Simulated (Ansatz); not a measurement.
## Ligand exchange: SiH2(CH3)F + C2H7NSn → SiH2(CH3)(NH2) + C2H5FSn

Species: SiH2(CH3)F, singlet; C2H7NSn `C[CH2][Sn][NH2]`, singlet; SiH2(CH3)(NH2), singlet; C2H5FSn `C[CH2][Sn][F]`, singlet. The partners trade F for NH2: Si–F and Sn–NH2 bonds give way to Si–NH2 and Sn–F.

Shapes, held fixed at every level: PBE0-D4/def2-TZVP. Flexible molecules stand in one conformer, not always the lowest. Programs: Ansatz 0.2.0. The zero-point and thermal change to 298 K, harmonic and unscaled (PBE0-D4/def2-TZVP), is -1.3 kJ/mol.

```json
{"level": "SPW92/def2-TZVPP", "kind": "LDA", "ΔH(298 K) (kJ/mol)": "+30.5", "less CCSD(T)/def2-TZVPP": "-8.3", "CPU time (sum over the molecules)": "15 s"}
{"level": "BHLYP-D4/def2-TZVPP", "kind": "global hybrid", "ΔH(298 K) (kJ/mol)": "+29.6", "less CCSD(T)/def2-TZVPP": "-9.2", "CPU time (sum over the molecules)": "30 s"}
{"level": "r2SCAN0-D4/def2-TZVPP", "kind": "global hybrid", "ΔH(298 K) (kJ/mol)": "+30.6", "less CCSD(T)/def2-TZVPP": "-8.2", "CPU time (sum over the molecules)": "49 s"}
{"level": "wB97X-V/def2-TZVPP", "kind": "range-separated hybrid", "ΔH(298 K) (kJ/mol)": "+24.7", "less CCSD(T)/def2-TZVPP": "-14.1", "CPU time (sum over the molecules)": "84 s"}
{"level": "B2PLYP/def2-TZVPP", "kind": "double hybrid", "ΔH(298 K) (kJ/mol)": "+31.7", "less CCSD(T)/def2-TZVPP": "-7.1", "CPU time (sum over the molecules)": "57 s"}
{"level": "MP2/def2-SVP", "kind": "perturbation theory", "ΔH(298 K) (kJ/mol)": "+32.4", "less CCSD(T)/def2-TZVPP": "-6.4", "CPU time (sum over the molecules)": "–"}
{"level": "CCSD/def2-SVP", "kind": "coupled cluster or CI", "ΔH(298 K) (kJ/mol)": "+28.8", "less CCSD(T)/def2-TZVPP": "-10.0", "CPU time (sum over the molecules)": "–"}
{"level": "CCSD(T)/def2-TZVPP", "kind": "coupled cluster or CI", "ΔH(298 K) (kJ/mol)": "+38.8", "less CCSD(T)/def2-TZVPP": "0.0", "CPU time (sum over the molecules)": "22 min"}
```

The highest level, CCSD(T)/def2-TZVPP, gives ΔH(298 K) = +38.8 kJ/mol; the levels span +24.7 to +38.8. The column of differences is taken from that level and isn't an error. No measured value is set beside it here. For atoms past krypton def2 sets carry core potentials with scalar relativity. Correlated rows may include outer-core shells of Sn, which these sets cover unevenly. Times are processor times on shared x86 and Arm servers, and rough.

The exchange is endothermic at every level, so fluorine prefers silicon and the amide prefers tin in this pair of molecules. What counts is the difference between two differences: replacing fluoride by amide costs more bond strength at silicon than the reverse replacement recovers at tin. The Si–F bond is exceptionally strong, combining large charge separation with a short contact to a compact centre. Tin's larger, more diffuse valence orbitals weaken this advantage. The divalent tin centre also has a formally empty 5p orbital, into which the amide nitrogen donates its lone pair more readily than fluorine does, which probably stabilises the reactant side further.

The direction is secure, but its size is less so: every other level falls below the +38.8 kJ/mol of CCSD(T), wB97X-V by the most. The gap between CCSD and CCSD(T) can't be assigned to triple excitations alone, because the basis set changes too. The energies apply to separate molecules; in condensed phases, association of the stannylenes through fluoride or amide bridges could shift the balance.
